**Predicting the two lowest singlets of 2-ethyl-3-fluorothiophene 1,1-dioxide**

The table holds eight vertical singlet excitations with energies, oscillator strengths and hole-electron measures, from Tamm-Dancoff B3LYP/def2-SVP in the gas phase (PySCF, GFN2-xTB geometry). The program fits energy against orbital depth on rows 3-7, with and without an overlap term, and uses a two-family picture (small-shift states from rows 7-8, oxygen-to-ring transfer from rows 3-5) to predict the withheld rows 1 and 2. The depth line, lambda and oscillator strength fall inside their ranges for both rows. The hole-electron distance and exciton size miss for both, and the overlap term overshoots row 1 by 0.33 eV.

Eight lowest vertical singlet excitations of 2-ethyl-3-fluorothiophene 1,1-dioxide in the gas phase, computed with PySCF 2.14.0 by Tamm-Dancoff TDDFT at the B3LYP/def2-SVP level, with density fitting and core orbitals frozen in the response. The geometry was optimised with GFN2-xTB.

## The fit in Python

```python
# Table: eight vertical singlets of 2-ethyl-3-fluorothiophene 1,1-dioxide, PySCF, TDA B3LYP/def2-SVP, gas phase.
# Tested: energy against orbital depth (plus an overlap term) and a two-family picture (local, oxygen-to-ring
# transfer), built on rows 3-8 alone and used to predict the withheld rows 1 and 2.
T = {
    'row': [1, 2, 3, 4, 5, 6, 7, 8],
    'singlet_state': [1, 2, 3, 4, 5, 6, 7, 8],
    'singlet_energy': [4.38, 4.7, 5.24, 5.82, 6.01, 6.79, 6.96, 7.05],  # eV
    'singlet_oscillator_strength': [0.071, 0.0, 0.049, 0.056, 0.009, 0.001, 0.016, 0.002],
    'singlet_hole_electron_distance': [0.74, 1.25, 1.84, 1.65, 1.72, 2.32, 0.11, 0.28],  # angstrom
    'singlet_exciton_size': [2.85, 2.95, 3.12, 3.21, 3.13, 3.67, 3.13, 3.15],  # angstrom
    'singlet_orbital_overlap_lambda': [0.79, 0.48, 0.54, 0.45, 0.49, 0.33, 0.74, 0.49],
    'singlet_main_from': ['HOMO', 'HOMO-1', 'HOMO-2', 'HOMO-3', 'HOMO-4', 'HOMO-6', 'HOMO-5', 'HOMO'],
    'singlet_main_to': ['LUMO', 'LUMO', 'LUMO', 'LUMO', 'LUMO', 'LUMO', 'LUMO', 'LUMO+1'],
}
HELD = [0, 1]  # rows withheld from the fit
import numpy as np
from scipy import constants as C, stats
col = lambda key: np.array(T[key], float)
E, f = col('singlet_energy'), col('singlet_oscillator_strength')
d, s, L = col('singlet_hole_electron_distance'), col('singlet_exciton_size'), col('singlet_orbital_overlap_lambda')
k = np.array([int(x.split('-')[1]) if '-' in x else 0 for x in T['singlet_main_from']], float)
Ha = C.physical_constants['Hartree energy in eV'][0]
a0 = C.physical_constants['Bohr radius'][0] * 1e10
e2 = C.e / (4 * np.pi * C.epsilon_0) * 1e10
known = [i for i in range(len(E)) if i not in HELD]
lad = [i for i in known if T['singlet_main_to'][i] == 'LUMO']
ct, loc = [2, 3, 4], [6, 7]  # rows 3-5 and rows 7-8
spread, mu = np.sqrt(s**2 - d**2), np.sqrt(1.5 * f / (E / Ha)) * a0
assert d[ct].min() > 1.5 and d[loc].max() < 0.5
assert k[5] > k[6] and E[5] < E[6] and L[5] < L[6]
assert L[6] > L[3] and f[6] < f[3]
print('rounding: about 0.005 in eV, A and lambda; 0.0005 in f')
print('row: spread sqrt(size^2-shift^2) [A], transition dipole [e A], e^2/size [eV]')
for i in known:
    print(f'  {i+1}: {spread[i]:.2f}  {mu[i]:.2f}  {e2/s[i]:.2f}')
print(f'row 7 - row 6: E {E[6]-E[5]:+.2f} eV, lambda {L[6]-L[5]:+.2f}, term -0.2e^2/size {-0.2*e2*(1/s[6]-1/s[5]):+.2f} eV')
print(f'gaps [eV]: 3-4 {E[3]-E[2]:.2f}, 4-5 {E[4]-E[3]:.2f}, 5-6 {E[5]-E[4]:.2f}, 7-8 {E[7]-E[6]:.2f}')
print(f'correlation of f with lambda, rows 3-8: {np.corrcoef(f[known], L[known])[0,1]:+.2f}')
def fit(X, name):
    p = np.linalg.lstsq(X, E[lad], rcond=None)[0]
    r = E[lad] - X @ p
    v = r @ r / (len(lad) - X.shape[1])
    print(f'{name}: constants {np.round(p, 3)}, scatter {v**0.5:.2f} eV')
    print('  residuals rows 3-7 [eV]:', np.round(r, 2), 'worst row', lad[int(np.argmax(abs(r)))] + 1)
    M = np.linalg.inv(X.T @ X)
    return lambda x: (float(np.dot(x, p)), float(np.sqrt(v * (1 + np.dot(x, M @ np.array(x, float))))))
one = np.ones(len(lad))
A = fit(np.c_[one, k[lad]], 'E = a + b k')
B = fit(np.c_[one, k[lad], L[lad]], 'E = a + b k + c lambda')
print(f'row 8 (other acceptor, not fitted): first model {A([1, k[7]])[0]:.2f} eV, computed {E[7]:.2f} eV')
cap = E[known].min()
tf = stats.t.ppf(0.95, len(ct) - 1) * np.sqrt(1 + 1 / len(ct))
fam = lambda y: (y[ct].mean(), y[ct].mean() - tf * y[ct].std(ddof=1), y[ct].mean() + tf * y[ct].std(ddof=1))
s0 = np.hypot(d[loc].mean(), spread[loc].mean())
# row 1 ranges and both f ranges are set by judgement; row 2 shift, size, lambda are 90% intervals of rows 3-5
P = {0: [(d[loc].mean(), 0.0, 0.7), (s0, s0 - 0.2, s0 + 0.2), (L[6], L[6] - 0.1, L[6] + 0.1), (0.08, 0.03, 0.15)],
     1: [fam(d), fam(s), fam(L), (0.003, 0.0, 0.015)]}
def show(name, p, lo, hi, y):
    print(f'  {name}: {p:.3f} [{lo:.3f}, {hi:.3f}] | computed {y:.3f}, miss {y-p:+.3f},', 'inside' if lo <= y <= hi else 'OUTSIDE')
print(f'upper bound on both energies from root order: {cap:.2f} eV')
for i in HELD:
    print(f'row {i+1}, {T["singlet_main_from"][i]} to {T["singlet_main_to"][i]}: predicted [range] | computed')
    for name, (p, e) in (('E, depth', A([1, k[i]])), ('E, depth + lambda', B([1, k[i], P[i][2][0]]))):
        show(f'{name} (+-{e:.2f} eV)', p, p - e, min(p + e, cap), E[i])
    for name, pr, y in zip(('shift [A]', 'size [A]', 'lambda', 'f'), P[i], (d[i], s[i], L[i], f[i])):
        show(name, *pr, y)
    print(f'  offset from rows 3-5: shift {d[i]-d[ct].mean():+.2f} A, lambda {L[i]-L[ct].mean():+.2f};'
          f' from row 7: {d[i]-d[6]:+.2f} A, {L[i]-L[6]:+.2f}')
    print(f'  spread {spread[i]:.2f} A, transition dipole {mu[i]:.2f} e A')
print(f'computed gaps [eV]: 1-2 {E[1]-E[0]:.2f}, 2-3 {E[2]-E[1]:.2f}; brightest of all eight: row {int(np.argmax(f))+1}')
```

Printed output:

```
rounding: about 0.005 in eV, A and lambda; 0.0005 in f
row: spread sqrt(size^2-shift^2) [A], transition dipole [e A], e^2/size [eV]
  3: 2.52  0.33  4.62
  4: 2.75  0.33  4.49
  5: 2.62  0.13  4.60
  6: 2.84  0.04  3.92
  7: 3.13  0.16  4.60
  8: 3.14  0.06  4.57
row 7 - row 6: E +0.17 eV, lambda +0.41, term -0.2e^2/size -0.14 eV
gaps [eV]: 3-4 0.58, 4-5 0.19, 5-6 0.78, 7-8 0.09
correlation of f with lambda, rows 3-8: +0.11
E = a + b k: constants [4.468 0.424], scatter 0.27 eV
  residuals rows 3-7 [eV]: [-0.08  0.08 -0.15 -0.22  0.37] worst row 7
E = a + b k + c lambda: constants [3.696 0.442 1.373], scatter 0.17 eV
  residuals rows 3-7 [eV]: [-0.08  0.18 -0.13 -0.01  0.04] worst row 4
row 8 (other acceptor, not fitted): first model 4.47 eV, computed 7.05 eV
upper bound on both energies from root order: 5.24 eV
row 1, HOMO to LUMO: predicted [range] | computed
  E, depth (+-0.46 eV): 4.468 [4.011, 4.925] | computed 4.380, miss -0.088, inside
  E, depth + lambda (+-0.30 eV): 4.712 [4.413, 5.012] | computed 4.380, miss -0.332, OUTSIDE
  shift [A]: 0.195 [0.000, 0.700] | computed 0.740, miss +0.545, OUTSIDE
  size [A]: 3.139 [2.939, 3.339] | computed 2.850, miss -0.289, OUTSIDE
  lambda: 0.740 [0.640, 0.840] | computed 0.790, miss +0.050, inside
  f: 0.080 [0.030, 0.150] | computed 0.071, miss -0.009, inside
  offset from rows 3-5: shift -1.00 A, lambda +0.30; from row 7: +0.63 A, +0.05
  spread 2.75 A, transition dipole 0.43 e A
row 2, HOMO-1 to LUMO: predicted [range] | computed
  E, depth (+-0.40 eV): 4.892 [4.496, 5.240] | computed 4.700, miss -0.192, inside
  E, depth + lambda (+-0.25 eV): 4.816 [4.570, 5.062] | computed 4.700, miss -0.116, inside
  shift [A]: 1.737 [1.413, 2.061] | computed 1.250, miss -0.487, OUTSIDE
  size [A]: 3.153 [2.987, 3.320] | computed 2.950, miss -0.203, OUTSIDE
  lambda: 0.493 [0.341, 0.645] | computed 0.480, miss -0.013, inside
  f: 0.003 [0.000, 0.015] | computed 0.000, miss -0.003, inside
  offset from rows 3-5: shift -0.49 A, lambda -0.01; from row 7: +1.14 A, -0.26
  spread 2.67 A, transition dipole 0.00 e A
computed gaps [eV]: 1-2 0.32, 2-3 0.54; brightest of all eight: row 1
```
